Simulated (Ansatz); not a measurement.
A series in volume scale on TaRu

All results are calculated (Ansatz 0.2.0). Periodic Kohn-Sham DFT of a crystal at fixed atoms, scaled to volume_scale times the given cell; pressure positive in compression, energy less spherical unpolarised free atoms, largest_vzz the field gradient of largest size among the nuclei.

The cell before it is scaled or strained (space group Pm-3m, No. 221):
```
CELL_PARAMETERS angstrom
3.18700 0.00000 0.00000
0.00000 3.18700 0.00000
0.00000 0.00000 3.18700
ATOMIC_POSITIONS crystal
Ta 0.50000 0.50000 0.50000
Ru 0.00000 0.00000 0.00000
```

Settings of every row: method all-electron PAW; functional LDA; relativity scalar; k mesh 13x13x13; filling fermi-dirac; smearing width 0.03 eV; nucleus gaussian.

Atom start moment: 0 on all atoms.

Limits: no spin-orbit coupling on heavy atoms.

```
row  volume scale  V (Å³/atom)  pressure (GPa)
  1          0.94       15.214          -1.007
  2          0.96       15.538               ?
  3          0.98       15.861           -11.7
  4          0.99       16.023          -14.01
  5             1       16.185         -16.191
  6          1.01       16.347         -18.249
  7          1.02       16.509         -20.192
  8          1.04       16.833         -23.755
  9          1.06       17.156         -26.924
```

Question: what pressure should row 2 give?

Worked fit of pressure. Take u = (V_r/V)^(2/3) − 1 with V_r = 16.266 Å³ an atom, which is twice the finite (Eulerian) strain; such expansions in the strain, on which the Birch-Murnaghan equation of state is built, carry the rest volume and the bulk modulus. The shown rows have u = 0.04558, 0.01695, 0.01009, 0.00333, -0.00331, -0.00984, -0.02258, -0.03489. Least squares give pressure = −17.2344 + 309.885 × u + 961 × u² + 1123 × u³ GPa; a parabola predicts inner rows, each left out in turn, worse (root mean square 0.017 against 0.001 GPa). The rows lie off it by 0.000, 0.000, -0.001, 0.001, 0.001, 0.000, 0.000, 0.000. The withheld row has u = 0.031, so the fit gives −17.2344 + 309.885 × (0.031) + 961 × (0.031)² + 1123 × (0.031)³ = -6.671 GPa.

The calculation gave -6.66 GPa. The fit lies 0.011 GPa (0.042 % of the column's range) below it; its largest miss of a shown row is 0.001 GPa.
